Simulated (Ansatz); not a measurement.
# Re: energy above lowest point against volume scale

Free energy against uniform scaling of the volume at fixed shape and fractions; periodic cell, basis, potentials, k mesh and filling as listed. The results are calculated, by Ansatz 0.2.0.

The cell before it is scaled or strained (space group P6_3/mmc, No. 194):
```
CELL_PARAMETERS angstrom
2.76080 0.00000 0.00000
-1.38040 2.39090 0.00000
0.00000 0.00000 4.45820
ATOMIC_POSITIONS crystal
Re 0.33333 0.66667 0.25000
Re 0.66667 0.33333 0.75000
```

Settings of every row: functional LDA; dispersion none; potentials PAW; wave cutoff 500 eV; density cutoff 2000 eV; k mesh 10x10x5; k shift 0x0x0; occupations fermi dirac; smearing width 0.15 eV; spin none.

Limits: coarse k mesh, up to 40 meV an atom off; no spin-orbit coupling, which can matter with elements this heavy.

| row | volume scale | V (Å³/atom) | energy above lowest point (meV/atom) |
| --- | --- | --- | --- |
| 1 | 0.92 | 13.537 | 62.7 |
| 2 | 0.9467 | 13.93 | 15.6 |
| 3 | 0.9733 | 14.321 | 0 |
| 4 | 1 | 14.714 | 11.7 |
| 5 | 1.0267 | 15.107 | ? |
| 6 | 1.0533 | 15.498 | 102.3 |
| 7 | 1.08 | 15.891 | 175.1 |

Question: what energy above lowest point should row 5 give?

Worked fit of energy above lowest point. Take u = (V_r/V)^(2/3) − 1 with V_r = 14.518 Å³ an atom, which is twice the finite (Eulerian) strain; such expansions in the strain, on which the Birch-Murnaghan equation of state is built, carry the rest volume and the bulk modulus. The shown rows have u = 0.04775, 0.02795, 0.00915, -0.0089, -0.04261, -0.05846. Least squares give energy above lowest point = 2.75 − 659.9 × u + 39691 × u² + 9186 × u³ meV/atom; a parabola predicts inner rows, each left out in turn, worse (root mean square 0.42 against 0.16 meV/atom). The rows lie off it by 0.0, 0.1, 0.0, -0.1, 0.1, 0.0. Its lowest point lies at u = 0.0083, or V = 14.34 Å³ an atom, and the curvature there gives the bulk modulus at fixed shape and fractions, B = (4/9)(1 + u)² E″(u)/V = 403 GPa. Letting shape and atoms relax would as a rule lower it, by much in layered, chain or molecular crystals. The withheld row has u = -0.02616, so the fit gives 2.75 − 659.9 × (-0.02616) + 39691 × (-0.02616)² + 9186 × (-0.02616)³ = 47.0 meV/atom.

The calculation gave 46.9 meV/atom. The fit lies 0.1 meV/atom (0.057 % of the column's range) above it, one unit of the last digit.
